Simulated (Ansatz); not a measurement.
Pb: energy change per atom and pressure as volume scale varies

Results calculated with Ansatz 0.2.0, not measured. Plane-wave DFT, scalar-relativistic PAW made under PBE with cores redone for the functional, no dispersion; the given relaxed cell is scaled uniformly, energy at zero smearing counts from the unscaled cell, pressure at the given Fermi-Dirac smearing is positive in compression.

The cell before it is scaled or strained (space group P6/mmm, No. 191):
```
cell vectors (Å)
   5.5013     0.0000     0.0000
  -2.7506     4.7642     0.0000
   0.0000     0.0000     3.3423
atoms (fractions of the cell vectors)
Pb  0.00000  1.00000  0.00000
Pb  0.33333  0.66667  0.50000
Pb  0.66667  0.33333  0.50000
```

Settings of every row: spin polarised no; functional LDA; wave cutoff 420 eV; smearing width 0.1 eV; k mesh 8x8x11.

Atom starting moment: 0 on all atoms.

Limits: no spin-orbit coupling, which can matter with elements this heavy; the cell comes from a prototype or a list of computed structures and needn't be the stable phase.

```
row  volume scale  V (Å³/atom)  energy change per atom (meV)  pressure (GPa)
  1          0.88       25.696                         89.63            9.16
  2          0.92       26.864                             ?               ?
  3          0.96       28.032                          8.85            2.44
  4          1.04       30.368                          6.47           -1.77
  5          1.08       31.536                         25.09           -3.24
  6          1.12       32.704                         53.33           -4.41
```

Question: what energy change per atom and pressure should row 2 give?

Worked fit of energy change per atom. Take u = (V_r/V)^(2/3) − 1 with V_r = 30.368 Å³ an atom, which is twice the finite (Eulerian) strain; such expansions in the strain, on which the Birch-Murnaghan equation of state is built, carry the rest volume and the bulk modulus. The shown rows have u = 0.11781, 0.05481, 0, -0.02485, -0.0482. Least squares give energy change per atom = 5.998 − 497.779 × u + 10237.27 × u² meV; a straight line predicts inner rows, each left out in turn, worse (root mean square 34 against 1 meV). The rows lie off it by 0.19, -0.62, 0.47, 0.40, -0.44 (root mean square 0.45 meV). The withheld row has u = 0.08517, so the fit gives 5.998 − 497.779 × (0.08517) + 10237.27 × (0.08517)² = 37.86 meV.

The calculation gave 37.02 meV. The fit lies 0.84 meV (2.3 % of the value, 1 % of the column's range) above it; its largest miss of a shown row is 0.62 meV.

Worked fit of pressure. Take u = (V_r/V)^(2/3) − 1 with V_r = 30.368 Å³ an atom, which is twice the finite (Eulerian) strain; such expansions in the strain, on which the Birch-Murnaghan equation of state is built, carry the rest volume and the bulk modulus. The shown rows have u = 0.11781, 0.05481, 0, -0.02485, -0.0482. Least squares give pressure = −1.797 + 65.026 × u + 236.68 × u² GPa; a straight line predicts inner rows, each left out in turn, worse (root mean square 0.8 against 0.063 GPa). The rows lie off it by 0.01, -0.04, 0.03, 0.03, -0.03. The pressure vanishes at u = 0.0253, or V = 29.25 Å³ an atom, and there the bulk modulus at fixed shape and fractions is B = −V dP/dV = (2/3)(1 + u) dP/du = 52.6 GPa. Letting shape and atoms relax would as a rule lower it, by much in layered, chain or molecular crystals. The withheld row has u = 0.08517, so the fit gives −1.797 + 65.026 × (0.08517) + 236.68 × (0.08517)² = 5.46 GPa.

The calculation gave 5.4 GPa. The fit lies 0.06 GPa (1.1 % of the value, 0.44 % of the column's range) above it; its largest miss of a shown row is 0.04 GPa.
